**Q:** In CH₃–BH–BH–SiH₃ a hydrogen atom moves to the neighbouring boron, which gives CH₃–B–BH₂–SiH₃. I call the boron next to methyl B2, the one next to silyl B3, and the moving hydrogen H8. Does the top of this path come early or late?

Climbing-image nudged elastic band for the hydrogen shift from CH₃–BH–BH–SiH₃ to CH₃–B–BH₂–SiH₃, computed with Ansatz 0.2.0 at the restricted B3LYP-D4/6-31G level (neutral singlet). Both ends were relaxed, and the band was converged to a force component limit of 0.05 eV/Å. Energies are electronic, and the band force is the largest component on each image.

```
row  energy over the start (eV)  path length (Å)  band force (eV/Å)
  1                       0.000            0.000                n/a
  2                       0.014            1.509              0.010
  3                       0.013            3.019              0.025
  4                       0.000            4.528              0.011
  5                       0.203            6.038              0.014
  6                       0.179            6.951              0.037
  7                       0.189            7.863              0.017
  8                       0.154            8.776              0.015
  9                       0.138            9.688                n/a
```

**Q:** The highest energy is in row 5, at 62 % of the total path length. That looks late to me.

**A:** Look first at what fills the path before row 5. The energy in rows 1 to 4 never exceeds 0.014 eV, and in row 4 it is back at zero. A hydrogen atom changing its bonding partner would hardly leave the energy so flat. Path length adds up the motion of all atoms, so a loose group that turns can use a great deal of it at almost no cost.

**Q:** Which group turns?

**A:** The silyl group. In the geometry of row 5 its hydrogens lie on average 2.1 Å from their own starting places, but only 0.9 Å from the starting place of the next silyl hydrogen. The group has therefore made roughly a third of a turn by the time the top is reached. After such a turn the molecule looks as it did before, with three identical atoms renumbered.

**Q:** Could that turn account for the whole flat stretch?

**A:** We can estimate its length. Three hydrogens at mutual distance $d$ lie on a circle of radius $r=d/\sqrt{3}$, and in a third of a turn each travels $2\pi r/3$. Path length combines the atoms as the root of a sum of squares, so three equal arcs give

$$L=\sqrt{3}\,\frac{2\pi r}{3}=\frac{2\pi d}{3}.$$

With $d\approx 2.4$ Å from the starting geometry, $L$ is about 5 Å.

**A:** Row 4 lies at 4.5 Å, so the estimate is about a tenth too long. It holds the rest of the molecule still, whereas a real molecule can share the turn by rotating its other end the opposite way, which shortens the path. The length and the return to zero energy both suit a row 4 that is the starting molecule with its silyl hydrogens renumbered. That remains an inference from these two signs.

**Q:** Then the turn isn't part of the reaction?

**A:** On this reading it comes from the numbering of the atoms in the two end structures, and the shift itself begins at row 4. Counted from there, the top comes after only 29 % of the remaining path. The same top looks late on one count and early on the other. To settle your question we have to look at the bonds.

**Q:** Before that, why does the energy jump by 0.203 eV in a single step?

**A:** Rows 4 and 5 are neighbouring images, so the abruptness reflects their spacing, and the true shape of the climb is unresolved. The height has a chemical reason, which two limiting cases help to show. If H8 first left B2 completely and was caught by B3 afterwards, the path would cost a whole B–H bond, roughly 4 eV. If B3 took hold of H8 before B2 let go, most of that cost would be avoided. The computed barrier is about a twentieth of the bond energy, so the path is clearly of the second kind.

**Q:** How can B3 take hold of a hydrogen that is still bound elsewhere?

**A:** A boron atom with three bonds has an empty p orbital. The starting molecule is twisted about its B–B bond, so that the B2–H8 bond lies beside the empty orbital on B3 and roughly parallel to it. The electron pair of that bond can spread towards B3 and draw the hydrogen after it. Halfway across, one pair holds B2, H8 and B3 together, which is the three-centre bond familiar from diborane.

**Q:** Do the distances show such a bridge?

**A:** They do. At the top H8 is 1.30 Å from B2 and 1.65 Å from B3, close enough to interact with both. The bond to B2 has made only 8 % of its final lengthening, while the distance to B3 has made 63 % of its final shortening. H8 swings about B2 on a bond of nearly constant length, much as a door swings on its hinge.

**Q:** So the top is early after all?

**A:** For the breaking bond it is. The frame of heavy atoms says the opposite. The angle C–B2–B3 opens from 127° at the start to 169° at the top, and it ends at 172°. The B–B bond, too, has already shrunk from 1.63 Å to its final 1.55 Å.

**Q:** Why does the frame run ahead of the bond that breaks?

**A:** At the start B2 has three neighbours spread around it in a plane, which forces a bent C–B–B chain. When H8 swings over towards B3, it vacates its place on the outer side of B2. The methyl group can then move into line with the B–B bond, as suits an atom with two full neighbours. This needs H8 to change its direction from B2, and hardly any stretching of the B2–H8 bond.

**Q:** I learnt that an uphill reaction has a late top. Does that rule fail here?

**A:** Take its limits. If the product lay as high as the top, the two would be the same structure; if start and product were mirror images of equal energy, the top of a simple shift would lie midway. Here the product lies at 0.138 eV, about two thirds of the way up to the top, so the rule leads us to expect a structure closer to the product. The frame obeys it and the B2–H8 bond doesn't, because the rule speaks of the structure as a whole and the parts need not move in step.

**Q:** Why does the energy stay so high after the top? A full B–H bond is lost and a full one is gained.

**A:** The number of electron-pair bonds is indeed unchanged, which is why the reaction costs so little. Their distribution is less favourable, though. At the start each boron shares three pairs. In the product B3 shares four and B2 only two, so B2 is left with two empty p orbitals and seeks electrons from the bonds next to it.

**Q:** Can one see it doing so?

**A:** The silyl group gives it away. From the top to the product, silicon approaches B2 from 3.04 to 2.61 Å, while its own bond to B3 stretches from 2.04 to 2.15 Å. The approach suggests that the B3–Si bond lends part of its electron pair to B2. The stretching fits this too, though the new fourth bond at B3 may also contribute to it. Most of the lean develops after the top, so it should matter more for the product than for the barrier.

**Q:** And the small dip in row 6?

**A:** The energy falls by 0.024 eV from row 5 to row 6 and then rises by 0.010 eV to row 7. That rise is no larger than the humps of the silyl turn in rows 2 and 3, so a soft rotation during the lean may be behind it, but this is a guess. Row 6 also has the largest band force, which makes its energy the least settled of the band. I wouldn't call it an intermediate.

**Q:** How far can I trust the 0.065 eV that separates the top from the product?

**A:** Not far. The basis lacks polarisation functions, which usually favour bridging hydrogen and would lower the top, whereas B3LYP tends to put barriers too low. Zero-point energy is left out, and for a single B–H stretch it amounts to roughly 0.15 eV, so even a partial change during the shift matters. The orbitals were also kept closed-shell, and for the electron-poor B2 of the product an open-shell state remains untested.

**Q:** What should I ask when I meet a similar shift?

**A:** Ask first whether the atom that receives the hydrogen has an empty orbital alongside the bond that will break and roughly parallel to it. If so, a bridge can form before the old bond is given up, and the barrier can stay far below the bond energy. Then ask what the other atom is left with, since that helps to decide how far the energy falls after the top. For "early or late", compare each bond and angle with its values at both ends; the printed output below does this for the present molecule.

Output of the analysis:

```
Highest energy before the top, rows 1 to 4 (eV): 0.014
Rise from row 4 to row 5 (eV): 0.203
Path length from row 4 to row 5 (angstrom): 1.51
Backward barrier, row 5 less row 9 (eV): 0.065
Fall after the top as share of the barrier (percent): 32.02
Place of the top on the whole path (percent): 62.32
Place of the top counted from row 4 (percent): 29.26
Fall from row 5 to row 6 (eV): 0.024
Rise from row 6 to row 7 (eV): 0.01
Estimated path length of a third of a turn of silyl (angstrom): 5.08
Silyl H at the top, mean distance from own starting places (angstrom): 2.086
Silyl H at the top, mean distance from starting places of the next H (angstrom): 0.8572
B2-H8 at the top (angstrom): 1.302
B3-H8 at the top (angstrom): 1.648
Share of the B2-H8 lengthening done at the top (percent): 7.904
Share of the B3-H8 shortening done at the top (percent): 63.32
B2-B3 at the start (angstrom): 1.629
B2-B3 at the top (angstrom): 1.55
B2-B3 at the end (angstrom): 1.554
Angle C-B2-B3 at the start (degrees): 127.3
Angle C-B2-B3 at the top (degrees): 168.9
Angle C-B2-B3 at the end (degrees): 171.9
B3-Si at the top (angstrom): 2.037
B3-Si at the end (angstrom): 2.151
B2-Si at the top (angstrom): 3.044
B2-Si at the end (angstrom): 2.605
```
